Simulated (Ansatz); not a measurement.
Mg: the change of pressure with volume scale

Periodic Kohn-Sham DFT of a crystal at fixed atoms, scaled to volume_scale times the given cell; pressure positive in compression, energy less spherical unpolarised free atoms, largest_vzz the field gradient of largest size among the nuclei. The results are calculated, by Ansatz 0.2.0.

The cell before it is scaled or strained (space group Fm-3m, No. 225):
```
Mg
1.0
      0.0000     2.2443     2.2443
      2.2443     0.0000     2.2443
      2.2443     2.2443     0.0000
Mg
1
Direct
  0.00000 0.00000 0.00000
```

Settings of every row: method frozen-core PAW; functional LDA; relativity scalar; k mesh 16x16x16; filling fermi-dirac; smearing width 0.03 eV; wave cutoff 420 eV; paw set soft_2.

Atom start moment: 0 on all atoms.

Limits: PAW files made with PBE; the cell comes from a prototype or a list of computed structures and needn't be the stable phase.

```
row  volume scale  V (Å³/atom)  pressure (GPa)
  1          0.94       21.252           1.011
  2        0.9405       21.263           0.988
  3          0.96       21.704           0.146
  4          0.98       22.156          -0.636
  5          0.99       22.382          -0.998
  6             1       22.607               ?
  7          1.01       22.835          -1.669
  8          1.04       23.513          -2.554
```

Question: what pressure should row 6 give?

Worked fit of pressure. Take u = (V_r/V)^(2/3) − 1 with V_r = 22.156 Å³ an atom, which is twice the finite (Eulerian) strain; such expansions in the strain, on which the Birch-Murnaghan equation of state is built, carry the rest volume and the bulk modulus. The shown rows have u = 0.02816, 0.02781, 0.01384, 0, -0.00674, -0.01992, -0.03886. Least squares give pressure = −0.6357 + 54.628 × u + 135.69 × u² GPa; a straight line predicts inner rows, each left out in turn, worse (root mean square 0.072 against 0.00083 GPa). The rows lie off it by 0.001, 0.000, 0.000, 0.000, 0.000, 0.001, 0.000. The pressure vanishes at u = 0.0113, or V = 21.79 Å³ an atom, and there the bulk modulus at fixed shape and fractions is B = −V dP/dV = (2/3)(1 + u) dP/du = 38.9 GPa. The withheld row has u = -0.01334, so the fit gives −0.6357 + 54.628 × (-0.01334) + 135.69 × (-0.01334)² = -1.340 GPa.

The calculation gave -1.342 GPa. The fit lies 0.002 GPa (0.056 % of the column's range) above it; its largest miss of a shown row is 0.001 GPa.
